## A carbon that ignores its charge

The ring carbon C6 carries a charge of −0.40 e, almost the same as the methyl carbon C1 with −0.42 e. If electrons around a nucleus simply screened it from the magnetic field, the two should have similar shifts. Their shifts are 160.1 and 20.6 ppm.

GIAO shieldings and IAO charges of C6H8NOP (SMILES CCn1cpcc1C=O, atoms numbered in that order, then H), from PySCF 2.14.0 with non-relativistic PBE0/pcSseg-1, density fitting, gas phase, GFN2-xTB geometry. Equivalent atoms are averaged. Shifts are relative to TMS (1H, 13C), NH3 (15N), H2O (17O) and PH3 (31P) at the same level; span is the highest less the lowest principal value.

```
atom  equivalent  bonded to  shift (ppm)  shielding (ppm)  paramagnetic part (ppm)  span (ppm)  IAO charge (e)
  C1           1    C H H H         20.6            166.3                    -82.5          36           -0.42
  C2           1    C H H N         49.2            137.8                   -109.7          59           -0.15
  N3           1      C C C        223.1             44.7                   -289.3         227           -0.02
  C4           1      H N P        167.7             19.2                   -238.1         228           -0.30
  P5           1        C C        414.4            197.0                   -770.9         448            0.28
  C6           1      C H P        160.1             26.8                   -237.1         260           -0.40
  C7           1      C C N        143.1             43.8                   -213.9         143           -0.01
  C8           1      C H O        185.2              1.7                   -241.0         172            0.23
  O9           1          C        610.1           -274.0                   -677.4        1247           -0.43
 H10           3          C          1.4             30.3                     -0.2          10            0.15
 H13           2          C          4.8             26.9                     -4.7          10            0.16
 H15           1          C          8.2             23.6                     -8.5           7            0.17
 H16           1          C          8.3             23.4                     -9.2           5            0.17
 H17           1          C         10.0             21.7                     -6.4           7            0.11
```

The molecule has a flat aromatic ring made of N3, C4, P5, C6 and C7. An ethyl group (C1, C2) sits on N3 and a formyl group (C8, O9) on C7. The shielding is the fraction of the applied field that the electrons cancel at the nucleus, and the shift is the shielding of a reference compound less that value. Each element has its own reference, so shifts may be ranked only within one element.

## What the field does to the orbitals

A magnetic field drives two kinds of current. One is the circulation of electrons about the nucleus, which opposes the field and gives the positive diamagnetic part, here the shielding less its paramagnetic part. The other arises because the field tries to turn the orbitals about its own direction. It can turn an occupied p orbital towards a perpendicular one, and if that one belongs to an empty orbital, the two mix. The resulting current usually strengthens the field at the nucleus, which lowers the shielding and raises the shift.

The mixing is easy when the empty orbital lies close in energy, and its effect is strong when the p electrons are close to the nucleus. In rough form,

$$\sigma_\mathrm{para}\propto-\frac{\langle r^{-3}\rangle}{\Delta E},$$

where $\Delta E$ is the energy gap and $\langle r^{-3}\rangle$ the average inverse cube of the distance between p electrons and nucleus. Charge enters this form indirectly, by shrinking or swelling the orbitals and by shifting their energies. For any atom with valence p electrons, then, the useful question is which empty orbital lies a quarter turn away from an occupied one, and how far up it is.

## From saturated to unsaturated carbon

C1 and C2 have only σ bonds. Their empty partners are σ* orbitals, which lie high, so the field mixes less. The other four carbons also have π and π* orbitals. A field in the molecular plane turns σ into π* and π into σ*, across smaller gaps.

The numbers fit this picture. Even the lowest unsaturated carbon, C7, lies 94 ppm above C2. Over the six carbons the paramagnetic part varies by 159 ppm and the diamagnetic part by only 21 ppm. How the shielding divides into these parts is partly a matter of convention, so the two ranges hold only for the GIAO division used here.

Charge does go along with the step from C1 to C2, where the shift rises by 29 ppm. The nitrogen on C2 draws electrons away, which contracts the carbon's p orbitals, and it also lowers the σ* orbital of the C–N bond. Over all six carbons, however, the rank correlation between charge and shift is only 0.54.

## Why C7 is low and C8 is high

Among the unsaturated carbons the shifts span only 42 ppm, while the diamagnetic parts span 21 ppm, so the split into two parts cannot be trusted to explain their order. A safer guide is the shielding along three perpendicular directions, the principal values, whose mean is the shielding itself. A difference in shift therefore divides exactly into three thirds. For C6 less C7, from the lowest principal value to the highest,

$$\frac{-17.1+99.4}{3}+\frac{22.8-19.3}{3}+\frac{125.7-160.5}{3}=27.4+1.2-11.6=17.0\ \text{ppm}.$$

This is bookkeeping, not a prediction, but it shows where the difference arises: C6 has one direction in which it is far less shielded than C7. The same holds for C4. These are the two carbons bonded to phosphorus. The likely reason is that the large 3p orbital of phosphorus overlaps poorly with the 2p orbital of carbon, which leaves π* low and the occupied C–P σ orbital high, so that the gap between them is small. The table cannot isolate this cause, because C7 also differs from C4 and C6 in having no hydrogen.

The formyl carbon C8 reaches the highest carbon shift by another route. Its lowest principal value is less extreme than that of C4, but its other two are lower, and together they outweigh the first. Theory offers a possible reason for the lower middle value: the π* orbital of a C=O bond is concentrated on carbon, where a field in the plane can mix σ orbitals with it. The highest value is expected to belong to a field perpendicular to the plane, which does not mix σ with π*, so this reason does not cover it. Since the principal values are sorted by size, they need not refer to the same directions in both atoms.

## Lone pairs next to a π* orbital

O9 is the extreme case, with a shielding of −274 ppm and a span (highest less lowest principal value) of 1247 ppm. Oxygen has a lone pair in the molecular plane, held by no bond and therefore high in energy. A field along the C=O axis turns it straight into the π* orbital. A field perpendicular to the plane can turn it only towards σ*, which lies much higher. This standard picture would explain both the low shielding and its strong dependence on direction, but the output gives neither orbital contributions nor the directions of the principal values, so it is not tested here.

P5 has only two neighbours and likewise keeps a lone pair in the plane, next to the π* orbital of the ring. Its paramagnetic part, −771 ppm, is the largest in the table, yet its shielding is +197 ppm. The explanation is the atom's many core electrons, which give it a diamagnetic part of 968 ppm. Its shift of 414 ppm is measured against PH₃, which has a lone pair but no π system, and not against the usual phosphoric acid.

Small gaps are also expected to make O9 and P5 sensitive to bond lengths, so their values probably depend more than most on the approximate geometry. The small basis set is a further source of error, and neither effect was tested here.

## Protons feel their neighbours

A proton has no p shell of its own to speak of, so currents on nearby atoms matter more. The ring protons H15 and H16 lie near 8 ppm. The calculated shielding 1 Å above and below the ring centre, about 11 ppm, points to a ring current that opposes the field inside the ring. Outside, where the protons sit, the field of this current adds to the applied one.

The formyl proton H17 has the highest proton shift, 10.0 ppm, although it is the least positive proton. Its low diamagnetic part might suggest a loss of electrons, but the three methyl protons warn against that reading: their diamagnetic parts differ by 2.6 ppm while their shieldings differ by only 0.7 ppm. For protons the split mostly records how neighbouring currents are assigned. The usual explanation of the high shift is the currents in the adjacent C=O group, which these numbers do not test separately.

The printed analysis below lists the principal values and the differences used here.

The analysis program printed:

```
Parts and principal shieldings in ppm:
  row  diamagnetic  reference  lowest  middle  highest
   C1        248.8      186.9   149.9   162.7    186.3
   C2        247.5        187   112.5   129.7    171.1
   N3          334      267.8   -55.2      17    172.1
   C4        257.3      186.9  -110.7    51.4    116.9
   P5        967.9      611.4    19.3   104.4    467.3
   C6        263.9      186.9   -99.4    19.3    160.5
   C7        257.7      186.9   -17.1    22.8    125.7
   C8        242.7      186.9   -84.4     1.4       88
   O9        403.4      336.1  -866.4  -336.5    380.9
  H10         30.5       31.7    25.8      29     36.1
  H13         31.6       31.7    22.1    27.1     31.7
  H15         32.1       31.8    20.8    21.8     28.1
  H16         32.6       31.7    21.4    22.7     26.1
  H17         28.1       31.7    17.5    23.2     24.3
Shift of C2 less that of C1 (ppm): 28.6
Paramagnetic part of C2 less that of C1 (ppm): -27.2
Gap from C2 to C7, the lowest unsaturated carbon shift (ppm): 93.9
Range of the paramagnetic part over six carbons (ppm): 158.5
Range of the diamagnetic part over six carbons (ppm): 21.2
Shift of C6 less that of C1 (ppm): 139.5
Rank correlation of charge and shift over six carbons: 0.5429
Shift of C6 less that of C7 (ppm): 17
Share of the lowest principal value in C6 less C7 (ppm): 27.43
Share of the middle principal value in C6 less C7 (ppm): 1.167
Share of the highest principal value in C6 less C7 (ppm): -11.6
Shift of C4 less that of C7 (ppm): 24.6
Share of the lowest principal value in C4 less C7 (ppm): 31.2
Shift of C8 less that of C4 (ppm): 17.5
Share of the lowest principal value in C8 less C4 (ppm): -8.767
Share of the middle principal value in C8 less C4 (ppm): 16.67
Share of the highest principal value in C8 less C4 (ppm): 9.633
Diamagnetic part of P5 less that of O9 (ppm): 564.5
Shift of H17 less that of H16 (ppm): 1.7
Spread of the diamagnetic part among the methyl protons (ppm): 2.592
Spread of the total shielding among the methyl protons (ppm): 0.67
```
